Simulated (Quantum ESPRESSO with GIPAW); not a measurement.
# Absolute ¹⁹F shieldings of KMgF3 against octahedral tilt about [001] in a held cell (GIPAW, PBEsol)

Octahedral tilts help to set the dielectric and elastic behaviour of perovskites, yet they can be hard to see by diffraction when they are small or ordered only over short distances. NMR responds to the surroundings of each nucleus and could reveal such tilts, provided that the change of shielding per degree is known.

Problem: find how the isotropic shieldings of a KMgF3 model follow the angle θ through which neighbouring MgF6 octahedra turn in opposite senses about [001], and estimate the in-plane ¹⁹F shielding at 3° and 10.5°. The shieldings are PBEsol values on the absolute scale, for static atoms in a cubic cell held at 3.990 Å. A higher shielding means a lower chemical shift.

## How the numbers were made

Cells built by us on the structure of KTaO3 in the Crystallography Open Database (COD), with the elements swapped to KMgF3, as a cubic perovskite model with a lattice constant set to 3.990 Å and held, turned about one axis alone, whatever tilts the real crystal has; the series runs over the angle by which neighbouring MgF6 octahedra are turned against each other's sense about [001], cell held. All shieldings are on the absolute scale with the macroscopic shape term taken out. Shieldings by GIPAW with PBEsol in Quantum ESPRESSO with gipaw.x (a patched development version 8.0), plane-wave PAW files from pslibrary 1.0.0 recipes, scalar-relativistic cores, no spin-orbit coupling, no spin; in these runs cutoffs 65 Ry, k spacing 0.27 Å⁻¹ (2π included) or finer. The macroscopic shape term was treated afterwards and alike for all rows, whichever way its switch stood in a run: any printed term was subtracted, and where a column says so that of a sphere was added from the printed susceptibility. Static atoms. k meshes of the tabled runs: 5×5×5. The same in all rows: largest miss of the f-sum rule for the valence electrons, a test of mesh and cutoff: 0.006 electrons.

Notes on method and selection:

- Shielding and shift run in opposite directions: δ ≈ σ(reference) − σ.
- Static lattice: no motional averaging.
- The shieldings are even in the angle by symmetry. With the cell held, the turn lengthens the bonds in the plane of rotation.
- These shielding methods need a band gap: all members are semiconductors or insulators at this level. The paramagnetic part grows as the gap narrows, and semilocal functionals make gaps too small.
- Runs that did not converge, have known faults or may not be shown are not listed, and runs on Ansatz's PAW sets soft_1 and soft_2 are kept to separate tables.

Columns:

- square of tilt (°²): square of the angle by which neighbouring MgF6 octahedra are turned against each other's sense about [001], cell held.
- tilt angle (°): angle by which neighbouring MgF6 octahedra are turned against each other's sense about [001], cell held.
- span, 19F (ppm): span of the 19F tensor, mean over the atoms.
- σ(19F), first kind (ppm): isotropic 19F shielding at the 4 equivalent F atoms that include atom 5 (in the plane of rotation).
- σ(19F), second kind (ppm): the same at the 2 that include atom 7 (on the axis).
- σ(25Mg) (ppm): isotropic 25Mg shielding, mean over the Mg atoms of the cell.
- σ(39K) (ppm): isotropic 39K shielding, mean over the K atoms of the cell.

Input lines of one member:

```
&inputgipaw
  job = 'nmr'
  prefix = 'x'
  tmp_dir = './tmp/'
  restart_mode = 'from_scratch'
  verbosity = 'low'
  q_gipaw = 0.01
  spline_ps = .true.
  conv_threshold = 1.0d-11
  use_nmr_macroscopic_shape = .false.
  pawproj(1) = .true.
  pawproj(2) = .true.
  pawproj(3) = .true.
/
```

Command (options for logging and memory left out): `mpirun -np 4 gipaw.x -in nmr.in > nmr.out`

## Computed values

| member | square of tilt (°²) | tilt angle (°) | span, 19F (ppm) | σ(19F), first kind (ppm) | σ(19F), second kind (ppm) | σ(25Mg) (ppm) | σ(39K) (ppm) | remark |
| --- | --- | --- | --- | --- | --- | --- | --- | --- |
| KMgF3, 0° | 0.0 | 0.0 | 5.7 | 326.28 | 326.28 | 556.70 | 1176.82 | as built, not relaxed |
| KMgF3, 1.5° | 2.2 | 1.5 | 5.6 | 326.09 | 326.35 | 556.78 | 1176.41 | as built, not relaxed |
| KMgF3, 3° | 9.0 | 3.0 | ? | ? | ? | ? | ? |  |
| KMgF3, 4.5° | 20.2 | 4.5 | 4.8 | 324.54 | 326.85 | 557.36 | 1173.09 | as built, not relaxed |
| KMgF3, 6° | 36.0 | 6.0 | 4.3 | 323.16 | 327.26 | 557.87 | 1170.21 | as built, not relaxed |
| KMgF3, 7.5° | 56.2 | 7.5 | 4.9 | 321.36 | 327.78 | 558.53 | 1166.55 | as built, not relaxed |
| KMgF3, 9° | 81.0 | 9.0 | 6.2 | 319.11 | 328.39 | 559.32 | 1162.14 | as built, not relaxed |
| KMgF3, 10.5° | 110.2 | 10.5 | ? | ? | ? | ? | ? |  |
| KMgF3, 12° | 144.0 | 12.0 | 9.5 | 313.15 | 329.82 | 561.31 | 1151.23 | as built, not relaxed |

Cells marked ? are withheld until the estimate has been made.

Least-squares fits to the members shown, with x = square of tilt (°²); R² and errors in the fitted variable (y, or ln y where the fit is in ln y):

| y | members | fit | R² | rms residual | leave-one-out rms | the same for the mean of the others |
| --- | --- | --- | --- | --- | --- | --- |
| σ(19F), first kind (ppm) | 7 | y = 326.37 − 0.090979 x | 1.00 | 0.089 | 0.19 | 5.0 |
| σ(19F), second kind (ppm) | 7 | y = 326.34 + 0.024632 x | 1.00 | 0.050 | 0.11 | 1.4 |

## The trend and its physics

The tilt splits a single ¹⁹F shielding into two. From 0° to 12° the four fluorines in the plane of rotation fall from 326.28 to 313.15 ppm, while the two on the axis rise to 329.82 ppm, so the lines end 329.82 − 313.15 = 16.67 ppm apart. Over the same range ³⁹K falls by 25.59 ppm and ²⁵Mg rises by 4.61 ppm.

Turns of +θ and −θ are equivalent, so the shielding depends on θ² and higher even powers. For the in-plane fluorines the mean loss is (326.28 − 323.16) / 36.0 = 0.087 ppm per square degree up to 6°, and (319.11 − 313.15) / (144.0 − 81.0) = 0.095 between 9° and 12°. The fall therefore steepens slightly even against θ².

Geometry suggests the cause. If each octahedron turns by θ, the in-plane Mg–F bond is (3.990 / 2) / cos θ, which at 12° is about 0.04 Å longer than at 0°. Longer bonds mean less overlap and a smaller deshielding paramagnetic term, which fits the rise at Mg but has the wrong sign for the in-plane fluorines. These also move sideways by (3.990 / 2) tan θ, about 0.42 Å at 12°. Two of their four K neighbours come nearer by about 0.28 Å and two recede by about 0.31 Å. Because overlap grows steeply at short distance, the near pair should gain more than the far pair loses, which would deshield both F and K. A separation of the shieldings into parts, not tabulated here, agrees in that most of the change at every site is paramagnetic.

The axial fluorines keep their distances to Mg and K. Their small rise may come from the slightly longer F–F contacts within the octahedra. In a crystal free to contract as it tilts, the Mg–F bonds would stretch less and the slopes would differ.

## Blind estimate

Plain estimates from the members shown:

- KMgF3, 10.5°, fit at x = 110.2: 316.34 ppm
- KMgF3, 10.5°, straight-line interpolation between KMgF3, 9° and KMgF3, 12°: w = (110.2 − 81.0) / (144.0 − 81.0) = 0.463, so 319.11 + 0.463 × (313.15 − 319.11) = 316.35 ppm
- KMgF3, 3°, fit at x = 9.0: 325.55 ppm
- KMgF3, 3°, straight-line interpolation between KMgF3, 1.5° and KMgF3, 4.5°: w = (9.0 − 2.2) / (20.2 − 2.2) = 0.378, so 326.09 + 0.378 × (324.54 − 326.09) = 325.50 ppm

The straight-line fit in θ² misses the steepening: its intercept, 326.37 ppm, lies above the calculated 326.28 ppm. Interpolation between neighbours is better, but a chord runs slightly below a curve that bends downwards. The next even power removes both faults:

σ = 326.28 − a θ² − b θ⁴ (σ in ppm, θ in degrees)

The rows at 9° and 12° fix the constants. The loss is 326.28 − 319.11 = 7.17 ppm at 9° and 326.28 − 313.15 = 13.13 ppm at 12°. Per square degree this is 7.17 / 81 = 0.08852 and 13.13 / 144 = 0.09118. Hence b = (13.13 / 144 − 7.17 / 81) / (144 − 81) = 0.00004225 and a = 7.17 / 81 − 0.00004225 × 81 = 0.08510.

The rows not used for a and b test the formula. It gives 326.09, 324.54, 323.16 and 321.36 ppm at 1.5°, 4.5°, 6° and 7.5°, which matches the table to within 0.01 ppm each time.

For 10.5°, θ² is 10.5 × 10.5 = 110.25.
The two terms are 0.08510 × 110.25 = 9.382 and 0.00004225 × 110.25 × 110.25 = 0.514, so the shielding is 326.28 − 9.382 − 0.514 = 316.38 ppm.

For 3°, θ² = 9:
The two terms are 0.08510 × 9 = 0.766 and 0.00004225 × 81 = 0.003, so the shielding is 326.28 − 0.766 − 0.003 = 325.51 ppm.

The test misses are no larger than the printed rounding, so 0.01 ppm is a fair error at 3°. At 10.5° the test rows all lie at smaller angles and a sixth-power term would weigh more, so the error is doubled to 0.02 ppm.

**Committed estimate, KMgF3, 10.5°: σ(19F), first kind = 316.38 ± 0.02 ppm.**  
**Committed estimate, KMgF3, 3°: σ(19F), first kind = 325.51 ± 0.01 ppm.**

## Check

| member | square of tilt (°²) | tilt angle (°) | span, 19F (ppm) | σ(19F), first kind (ppm) | σ(19F), second kind (ppm) | σ(25Mg) (ppm) | σ(39K) (ppm) | remark |
| --- | --- | --- | --- | --- | --- | --- | --- | --- |
| KMgF3, 3° | 9.0 | 3.0 | 5.3 | 325.51 | 326.54 | 556.99 | 1175.16 | as built, not relaxed |
| KMgF3, 10.5° | 110.2 | 10.5 | 7.7 | 316.38 | 329.07 | 560.25 | 1157.03 | as built, not relaxed |

| member | estimate | σ(19F), first kind (ppm) | computed | estimate − computed | miss in error bars |
| --- | --- | --- | --- | --- | --- |
| KMgF3, 10.5° | committed | 316.38 | 316.38 | 0.00 | 0.0 |
| KMgF3, 10.5° | fit | 316.34 | 316.38 | −0.04 |  |
| KMgF3, 10.5° | interpolation | 316.35 | 316.38 | −0.03 |  |
| KMgF3, 3° | committed | 325.51 | 325.51 | 0.00 | 0.0 |
| KMgF3, 3° | fit | 325.55 | 325.51 | +0.04 |  |
| KMgF3, 3° | interpolation | 325.50 | 325.51 | −0.01 |  |

Both estimates agree with the computed shieldings to the last printed digit, 316.38 ppm at 10.5° and 325.51 ppm at 3°, and so lie inside their error bars. The straight-line fit misses by 0.04 ppm at each angle, and interpolation by 0.03 ppm at 10.5° and 0.01 ppm at 3°. These plain estimates were already close, so the θ⁴ term gains only a few hundredths of a ppm.

The symmetry argument held: a smooth function of θ² with one higher even power describes the in-plane fluorines. The doubled error at 10.5°, meant to cover a sixth-power term, proved cautious, since no such term shows there at the printed precision.

The result says little about the proposed cause. Shorter K–F contacts would give an even, smooth curve, but so would any other effect of the same turn. Deshielding by the nearer K pair remains a plausible explanation because it has the right sign, whereas the longer Mg–F bonds alone would act the other way. In-plane fluorines of neighbouring octahedra also approach each other as the tilt grows, and this may contribute with the same sign.

## Residuals

Least-squares fits to the whole series, with x = square of tilt (°²); R² and errors in the fitted variable (y, or ln y where the fit is in ln y):

| y | members | fit | R² | rms residual | leave-one-out rms | the same for the mean of the others |
| --- | --- | --- | --- | --- | --- | --- |
| σ(19F), first kind (ppm) | 9 | y = 326.36 − 0.090795 x | 1.00 | 0.080 | 0.12 | 4.9 |
| σ(19F), second kind (ppm) | 9 | y = 326.333 + 0.0247210 x | 1.00 | 0.045 | 0.068 | 1.3 |

Largest departures from the fit to the whole series:

| member | σ(19F), first kind (ppm) | fit | computed − fit | in rms residuals |
| --- | --- | --- | --- | --- |
| KMgF3, 12° | 313.15 | 313.29 | −0.14 | 1.7 |
| KMgF3, 9° | 319.11 | 319.01 | +0.10 | 1.3 |
| KMgF3, 7.5° | 321.36 | 321.26 | +0.10 | 1.3 |
| KMgF3, 0° | 326.28 | 326.36 | −0.08 | 1.0 |

No member stands apart. The largest departures from the straight line in θ² are −0.14 ppm at 12°, +0.10 ppm at 7.5° and 9°, and −0.08 ppm at 0°, negative at both ends and positive between, as expected when a line is laid through a curve that bends downwards. The θ⁴ term used for the estimates removes this pattern to within about 0.01 ppm, so these departures belong to the form of the fit and not to single runs.

## Conclusions and limits

From 0° to 12° in the held cell, one quadratic and one quartic term give the in-plane ¹⁹F shielding of a further angle to about 0.01–0.02 ppm. That is the precision of interpolation within the model, not its accuracy against experiment.

For practice, the separation of the two ¹⁹F lines is more useful, because it needs no reference compound. The row at 10.5° gives (329.07 − 316.38) / 110.25 = 0.115 ppm per square degree, and the rule Δ = 0.115 θ² (Δ in ppm, θ in degrees) then holds to within 0.11 ppm in all nine rows. In this static model with its held cell, a separation of 5 ppm would mean θ = √(5 / 0.115) = 6.6°, with the in-plane line at the higher shift and twice as strong.

Motion can matter as much as the tilt itself: fast changes of the tilt axis among the three cube directions would merge the lines and remove the whole separation, 16.67 ppm at 12°. Real KMgF3 is known as an untilted cubic perovskite, for which a single ¹⁹F line is expected.

[Logs are printed without paths, hosts, clocks, repeated set-up lines and the standing remarks that a program may print on its own settings, such as how far it seeks lower states.]
